# Margin comments on the Toop–Samis oxygen distribution: limits and scales

**1. Bookkeeping.** Take one mole of oxide, $(1-x)\,\mathrm{MO}+x\,\mathrm{SiO_2}$. Each oxygen is bridging ($\mathrm{O^0}$, two Si–O bonds), non-bridging ($\mathrm{O^-}$, one) or free ($\mathrm{O^{2-}}$, none), with amounts $n_0$, $n$, $n_2$ per mole of oxide. Fourfold Si gives $2n_0+n=4x$. Oxygen conservation gives $n_0+n+n_2=1+x$. Hence

$$n_0=2x-\tfrac n2,\qquad n_2=1-x-\tfrac n2,\qquad n_0-n_2=3x-1 .$$

For $2\,\mathrm{O^-}=\mathrm{O^0}+\mathrm{O^{2-}}$, with oxygen fractions $y_i=n_i/(1+x)$ and a composition-independent constant, $K=y_0y_2/y_-^2=n_0n_2/n^2$. The normalisation cancels because both sides hold two oxygens. Expanding $4Kn^2=(4x-n)(2-2x-n)$,

$$(4K-1)n^2+2(1+x)n-8x(1-x)=0 .$$

On $0\le n\le\min(4x,\,2-2x)$ the function $Kn^2-n_0n_2$ rises from negative to positive, so exactly one root is physical:

$$n=\frac{8x(1-x)}{1+x+\sqrt D},\qquad D=(1-3x)^2+32Kx(1-x).$$

This form is regular at $K=1/4$. All crossovers are contests between the two terms of $D$.

**2. Dimensions.** The speciation depends on two pure numbers, $x$ and $K$. Energy enters through $RT$ and through $\Delta g=RT\ln K$, the standard Gibbs energy of the reverse reaction $\mathrm{O^0+O^{2-}\to 2\,O^-}$. Mixing the pure liquids runs it $n/2$ times, and Toop and Samis (1962) identified the mixing energy with that term:

$$\Delta G_{\rm TS}=\tfrac n2\,RT\ln K .$$

So $\Delta G_{\rm TS}/RT$ is also a function of $x$ and $K$ alone.

**3. Small $K$, away from the orthosilicate.** At $K=0$ the roots are $4x$ and $2-2x$, so $n=\min(4x,\,2-2x)$, a tent with peak $4/3$ at $x=1/3$. The minority species is linear in $K$:

$$n_0\simeq\frac{16Kx^2}{1-3x}\quad(x<\tfrac13),\qquad n_2\simeq\frac{4K(1-x)^2}{3x-1}\quad(x>\tfrac13).$$

The corrections to $n$ are $-2n_0$ and $-2n_2$. Both diverge at $x=1/3$, which signals an inner region.

**4. Small $K$, the inner region.** Near $x=1/3$ the second term of $D$ is $64K/9$. It equals the first at $|x-\tfrac13|=w=\tfrac89\sqrt K$. With $x=\tfrac13+ws$,

$$n_{0},\,n_{2}\simeq\tfrac43\sqrt K\left(\sqrt{1+s^2}\pm s\right).$$

This is the algebra of electrons and holes: a fixed product $n_0n_2\simeq\tfrac{16}{9}K$ and a difference $3x-1$ that acts as net doping. At $x=1/3$ the result is exact, $n=\tfrac43/(1+2\sqrt K)$. The correction is of order $\sqrt K$, so $n$ comes within 10 per cent of $4/3$ only for $K<1/324=0.0031$. The width varies as $\exp(\Delta g/2RT)$.

**5. The peak moves.** Differentiating the quadratic at $n'=dn/dx=0$ gives $n=4-8x$. Substitution leaves $32Kn^2=(4-3n)^2$, so with $u=\sqrt{2K}$

$$n_{\max}=\frac{4}{3+4u},\qquad x^*=\frac{1+2u}{3+4u}.$$

For small $K$, $n_{\max}\simeq\tfrac43-\tfrac{16}{9}u$ and $x^*\simeq\tfrac13+\tfrac29u$, with expansion parameter $4u/3$. As $K\to\infty$, $x^*\to1/2$.

**6. $K=1/4$ is the random point.** The quadratic turns linear, $n=4x(1-x)/(1+x)$, and $x^*=\sqrt2-1=0.414$. Give each oxygen two bond ends, a fraction $p=2x/(1+x)$ to Si and $q=1-p$ to M. Random pairing gives $y_0=p^2$, $y_2=q^2$, $y_-=2pq$, which is $K=1/4$. In this picture ordering is measured by $RT\ln4K$, and $-RT\ln4$ of $\Delta g$ is only the two orientations of each $\mathrm{O^-}$.

**7. Large $K$.** Here

$$n\simeq\sqrt{\frac{2x(1-x)}{K}}-\frac{1+x}{4K},$$

valid for $x\gg1/(32K)$ and $1-x\gg1/(8K)$. $\Delta G_{\rm TS}$ vanishes at $K=1$, although $n=4/9$ at $x=1/3$. Beyond that it is positive, and it decays finally as $\ln K/\sqrt K$.

**8. Dilute ends.** For any $K$, with $\epsilon=1-x$,

$$n=4x-32Kx^2-32K(3-16K)x^3+\dots,\qquad n=2\epsilon-4K\epsilon^2+\dots$$

The activities implied by $\Delta G_{\rm TS}$, relative to the pure liquids, are $\ln a_{\rm MO}=\tfrac12\ln K\,(n-xn')$ and $\ln a_{\rm SiO_2}=\tfrac12\ln K\,[n+(1-x)n']$. As $x\to0$, $a_{\rm SiO_2}\to K^2$ and $\ln a_{\rm MO}\simeq16K\ln K\,x^2$. As $x\to1$, $a_{\rm MO}\to K$. A solute activity that stays finite at infinite dilution shows that the $x\ln x$ entropy is missing.

**9. Curvature.** For $K\ne1/4$, $n=(1+x-\sqrt D)/(1-4K)$, and two derivatives give, for all $K$ by continuity,

$$n''=-\frac{64K}{D^{3/2}}<0 .$$

$\Delta G_{\rm TS}$ is therefore convex everywhere for $K<1$ and concave everywhere for $K>1$. A constant $K$ cannot give a miscibility gap over part of the range. At $x=1/3$, $\Delta G_{\rm TS}''/RT=-27\ln K/(16\sqrt K)$.

**10. The omitted term.** Minimising $\Delta G_{\rm TS}$ over $n$ does not yield the mass-action law. That law follows from

$$\Delta G_{\rm id}=\tfrac n2RT\ln K+\Delta G_{\rm conf},\qquad \Delta G_{\rm conf}=RT\sum_i n_i\ln y_i ,$$

whose derivative in $n$ is $\tfrac12RT\ln(Ky_-^2/y_0y_2)$. At the minimum $\Delta G_{\rm id}=RT[2x\ln y_0+(1-x)\ln y_2]$, so $a_{\rm MO}=y_2$ and $a_{\rm SiO_2}=y_0^2$. This form overcorrects. As $x\to0$, $y_2\simeq1-4x$, because the four $\mathrm{O^-}$ of one tetrahedron are counted as independent particles. Temkin mixing of $\mathrm{O^{2-}}$ with whole $\mathrm{SiO_4^{4-}}$ ions gives $(1-3x)/(1-2x)\simeq1-x$. The slopes of $a_{\rm MO}$ are $0$, $-1$ and $-4$ for the Toop–Samis, Temkin and ideal-oxygen forms. Only the middle one counts one solute particle per silicon.

**11. Numbers for MnO–SiO₂.** Take $T=1873$ K, so $RT=15.6$ kJ/mol. Both pure liquids are supercooled reference states at this temperature. Take $K=1/16$ as an illustrative input, chosen so that the minimum of $\Delta G_{\rm TS}$ falls in the range typical of this melt, roughly $-15$ to $-20$ kJ/mol. Then $\Delta g=-43$ kJ/mol, of which the ordering part $RT\ln4K$ is $-22$ kJ/mol. Energies below are in kJ per mole of oxide, from unrounded amounts.

| $x$ | $n$ | $n_0$ | $n_2$ | $\Delta G_{\rm TS}$ | $\Delta G_{\rm conf}$ |
|---|---|---|---|---|---|
| 0.10 | 0.375 | 0.012 | 0.712 | −8 | −12 |
| 0.25 | 0.785 | 0.108 | 0.358 | −17 | −17 |
| 1/3 | 0.889 | 0.222 | 0.222 | −19 | −18 |
| 0.50 | 0.845 | 0.577 | 0.077 | −18 | −20 |

The row $x=0.10$ is a metastable liquid, kept to test the dilute series, which gives $n=0.376$. The small-$K$ formula there gives $n_0=0.014$.

The width is $w=0.22$, so the inner region spans $x=0.11$ to $0.56$. It covers the compositions, roughly $0.25$ to $0.5$, where the melt is typically a single liquid at this temperature. The peak is $n_{\max}=0.906$ at $x^*=0.387$. The first-order forms give $0.70$ and $0.41$, since $4u/3=0.47$ is not small. The tent of comment 3 is thus a poor picture at this $K$, and the closed form is needed.

At $x=1/3$, $n'=1/(1+2\sqrt K)$, so the Toop–Samis activities are $a_{\rm MnO}=K^{1/3}=0.40$ and $a_{\rm SiO_2}=K^{2/3}=0.16$. The reduced curvature is $18.7$, against $1/[x(1-x)]=4.5$ for ideal mixing of MnO and SiO₂ units.

If $\Delta g$ were independent of temperature, cooling to 1673 K would lower $K$ to $0.045$ and raise $n(1/3)$ to $0.94$. If it were purely entropic, $K$ would not change.

**12. Why $K$ is fitted.** The compiled cohesive energy of solid MnO, 4.75 eV/atom (Wagner 2007), is 917 kJ per mole of MnO. $|\Delta g|$ is about 5 per cent of that. A shift in $\Delta g$ of one per cent of the cohesive energy changes $K$ by a factor $1.8$, so estimates from bond energies are too coarse to fix it.

**13. What a fit determines.** The table shows $\Delta G_{\rm conf}$ as large as the retained term. At $x=1/3$ and $K=1/16$, $\Delta G_{\rm id}=-37$ kJ/mol, twice the depth aimed at. To reach the same $-19$ kJ/mol, the ideal-oxygen form $\tfrac43RT\ln[\sqrt K/(1+2\sqrt K)]$ needs $K=3.7$, which gives $n=0.28$ in place of $0.89$. A $K$ fitted to a mixing energy absorbs whatever entropy the chosen form lacks or overcounts. The speciation in the table is the model's and not the melt's. The model also misses qualitatively at the silica-rich side, where liquid MnO–SiO₂ typically unmixes into two liquids, while $\Delta G_{\rm TS}$ with $K<1$ stays convex.